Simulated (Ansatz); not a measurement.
## Bulk modulus against equilibrium volume per atom in crystals of space group F-43m

All results are calculated (Ansatz 0.2.0). Energy against volume at fixed shape and fractional coordinates by the named method, from the given cell, third-order Birch-Murnaghan fit where the minimum lies in the range, no spin or spin-orbit, a sheet repeats along a, b.

Settings of every row: method r2SCAN; periodic directions 3; potentials PAW; wave cutoff 500 eV.

Limits: cells and atoms come from relaxations with r2SCAN.

Limits of some rows: the entry's cell lengths or inner coordinates differ somewhat from later room-temperature determinations (InAs).

Each row is one crystal in space group F-43m (No. 216) with 2 atoms in the cell and the same ratio of atoms; x is the equilibrium volume per atom, y the bulk modulus.

```csv
row,formula,k mesh,smearing width (eV),equilibrium volume per atom (Å³),bulk modulus (GPa)
1,BN,10x10x10,0,5.879,391.8
2,AlN,8x8x8,0,10.430,210.3
3,GaN,8x8x8,0,11.374,196.6
4,BP,8x8x8,0,11.671,169.4
5,BAs,8x8x8,0,13.685,140.9
6,GaP,6x6x6,0,20.257,88.0
7,GaAs,6x6x6,0,22.741,?
8,InP,6x6x6,0,25.762,68.5
9,InAs,6x6x6,0.02,28.506,56.0
10,InSb,6x6x6,0.02,35.252,42.1
```

Question: what bulk modulus should GaAs (row 7) have?

Worked estimate. Within a structure type the bulk modulus often falls roughly as a power of the volume, so take logarithms of both. The shown rows have ln x = 1.771, 2.345, 2.431, 2.457, 2.616, 3.009, 3.249, 3.350, 3.563 and ln y = 5.971, 5.349, 5.281, 5.132, 4.948, 4.477, 4.227, 4.025, 3.740. The means are 2.755 and 4.794; the sums about them are S_xx = 2.665 and S_xy = -3.335, so the exponent is -1.25, and the standard deviation about the line is 5.2 %. Row 7 has ln x = 3.124, so ln y = 4.794 − 1.25 × (3.124 − 2.755) = 4.333 and y = 76.2 GPa.

The calculation gave 72.7 GPa. The line lies 3.5 GPa too high, within two standard deviations. The line sums up these rows, a set chosen because a line describes it; it is no law, within this structure type or beyond it.
